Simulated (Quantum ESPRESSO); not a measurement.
# Work function, surface force and surface energy of Ba(100) films of three to eight layers in PBE and PBEsol

The usual rule of thumb is that a simple-metal film has the surface properties of a thick one after a handful of layers. We test it on a design brief: the thinnest Ba(100) film for a photoemitter lit with photons of 2.7 eV.

The work function must stay below the photon energy even if the calculation is 0.2 eV too low. The film must also match the eight-layer film of the same functional within 0.02 eV in work function, 0.02 eV/Å in the force on the top atom and 10 meV in excess energy per cell, both faces together. These limits are our own choice.

The calculated films are free-standing, with every atom at its bulk place. The eight-layer film is the thickest in the table and serves as a working reference, not as the bulk limit.

## Method

Quantum ESPRESSO 7.5 (pw.x), driven by a script. Symmetric 1×1 slabs of Ba(100) (bcc) at the tabulated measured lattice constant, atoms at bulk places, 7.5 Å of empty space on each side as the script builds them, with open boundaries by the effective screening medium. Mesh 6×6×1 for all thicknesses, Marzari-Vanderbilt smearing of 0.02 Ry, spin-paired, no spin-orbit coupling. PBE, GBRV ultrasoft: cutoffs 40 and 200 Ry; PBEsol, GBRV ultrasoft: cutoffs 40 and 200 Ry. The excess energy is the slab's energy less the number of layers times the slope of a straight line through the thicker slabs; it is twice the surface energy per cell.

Notes on method and selection:

- Confinement between the two faces quantises the states along the normal, so values can oscillate with thickness.
- The measured lattice constant is no functional's own, which adds to the force.
- Measured work functions of polycrystals are not set beside the runs.
- Runs in which the search for lower states was switched off are not listed.
- Runs that did not converge, have known faults or may not be shown are not listed, and runs on Ansatz's PAW sets soft_1 and soft_2 are kept to separate tables.

Columns:

- layers: number of atomic layers.
- Φ (eV): work function: vacuum level outside the slab less the Fermi level.
- force (eV/Å): force on the top atom along the outward normal; negative pulls it inwards.
- excess energy (meV): excess energy of the slab, both faces, per 1×1 cell.

## Results

| member | layers | Φ (eV), PBE, GBRV ultrasoft | Φ (eV), PBEsol, GBRV ultrasoft | force (eV/Å), PBE, GBRV ultrasoft | force (eV/Å), PBEsol, GBRV ultrasoft | excess energy (meV), PBE, GBRV ultrasoft | excess energy (meV), PBEsol, GBRV ultrasoft |
| --- | --- | --- | --- | --- | --- | --- | --- |
| 3 layers | 3 | 2.346 | 2.384 | 0.0070 | −0.0934 | 990 | 1144 |
| 4 layers | 4 | 2.349 | 2.384 | 0.0764 | −0.0171 | 996 | 1151 |
| 5 layers | 5 | 2.364 | 2.404 | 0.0743 | −0.0155 | 1004 | 1159 |
| 6 layers | 6 | 2.359 | 2.395 | 0.0755 | −0.0278 | 997 | 1152 |
| 7 layers | 7 | 2.361 | 2.397 | 0.0694 | −0.0273 | 997 | 1152 |
| 8 layers | 8 | 2.358 | 2.397 | 0.0750 | −0.0334 | 999 | 1155 |

## The trend and its physics

The work function hardly depends on thickness. From three to eight layers it rises by 2.358 − 2.346 = 0.012 eV in PBE and by 2.397 − 2.384 = 0.013 eV in PBEsol, or on average less than 0.003 eV per added layer. The largest single step, from four to five layers in PBEsol, is 2.404 − 2.384 = 0.020 eV. The work function can be written as $\Phi = \Delta V - \varepsilon_F$, where $\Delta V$ is the step in electrostatic potential from the film's interior to the vacuum and $\varepsilon_F$ is the Fermi level above the interior potential. Conduction electrons screen a disturbance within about one layer spacing, so the surface dipole that sets $\Delta V$ is nearly complete even in a thin film. Confinement can still shift $\varepsilon_F$ slightly as layers are added.

The excess energy is steady too: its widest spread, in PBEsol, is 1159 − 1144 = 15 meV. Part of this is built in, because the slope that is subtracted is fitted to the thicker slabs. Half of the eight-layer value gives a surface energy of 999 / 2 = 500 meV per surface cell in PBE and 1155 / 2 = 578 meV in PBEsol. The ratio, 1155 / 999 = 1.16, follows the known tendency of PBEsol to give higher surface energies than PBE.

The force behaves differently. Between three and four layers it moves outwards by 0.0764 − 0.0070 = 0.069 eV/Å in PBE and by −0.0171 + 0.0934 = 0.076 eV/Å in PBEsol. From four layers on it stays between 0.069 and 0.077 eV/Å in PBE, while in PBEsol it drifts inwards, unevenly, from −0.0171 to −0.0334 eV/Å.

The two functionals therefore disagree on the sign of the force. PBEsol favours a shorter lattice constant than PBE, so at the common measured value its crystal is the more stretched and its top layer is pulled inwards more strongly. That has the right sign for the gap of about 0.1 eV/Å, although the functionals may also differ in their description of the surface itself.

## Outliers

The three-layer film stands apart in its force, by a similar amount in both functionals. A missing pair attraction from a fourth layer cannot be the reason: adding that layer would then pull the top atom inwards, whereas the force moves outwards. Interaction between the two faces through the confined electrons is a possible cause. Both functionals share the 6×6×1 mesh, however, so their agreement does not exclude a sampling error, and a denser mesh would be the first check.

The five-layer film has the highest work function and excess energy in both columns. It exceeds the six-layer film by only 0.005 to 0.009 eV in work function and by 7 meV in excess energy. Differences this small can come from the mesh, and we do not read them as a quantum-size oscillation.

## Selection

We first turn the work function into a threshold wavelength, $\lambda = hc/\Phi$ with $hc = 1240$ eV nm. The four-layer film gives 1240 / 2.349 = 528 nm in PBE and 1240 / 2.384 = 520 nm in PBEsol. The lamp, at 1240 / 2.7 = 459 nm, lies on the emitting side of both.

Semilocal functionals commonly miss work functions by roughly 0.1 to 0.2 eV. Adding 0.2 eV to the highest value in the table gives 2.404 + 0.2 = 2.604 eV, still below 2.7 eV. Every film therefore passes the photon test, and the choice rests on the match to eight layers.

- **Three layers** fail. The force differs from the reference by 0.0070 − 0.0750 = −0.068 eV/Å in PBE and by −0.0934 + 0.0334 = −0.060 eV/Å in PBEsol. The PBEsol excess energy is also 11 meV low.
- **Four layers** pass. The larger deviations, all in PBEsol, are −0.013 eV in work function, −0.0171 + 0.0334 = 0.0163 eV/Å in force and −4 meV in excess energy.
- **Five layers** pass, but with a PBEsol force deviation of −0.0155 + 0.0334 = 0.0179 eV/Å they are no closer to the reference than four layers in that functional's force.
- **Six and seven layers** pass. Their largest force deviation, that of seven layers in PBEsol, is −0.0273 + 0.0334 = 0.0061 eV/Å.

Our pick is four layers, the thinnest film that meets the brief. The runner-up is six layers, which would still pass if all three matching limits were halved.

The pick has little margin in the PBEsol force: 0.02 − 0.0163 = 0.004 eV/Å. Between seven and eight layers that force still changes by 0.006 eV/Å, so a thicker reference film could rule out four layers and leave six in place. Letting the atoms relax could also change the order, because the force criterion applies only to atoms held at bulk places.

## Summary

Between three and eight layers, the rule of thumb holds for the work function to about 0.02 eV. The force needs at least four layers, and in PBEsol it still changes by about 0.006 eV/Å between seven and eight.

Two omitted effects could outweigh the differences among films of four or more layers. Oxidation, hard to avoid on barium, generally lowers the work function, by roughly some tenths of an eV. Using PBEsol's own, shorter lattice constant should shift its force outwards, perhaps by several hundredths of an eV/Å, which could remove or reverse the inward pull.
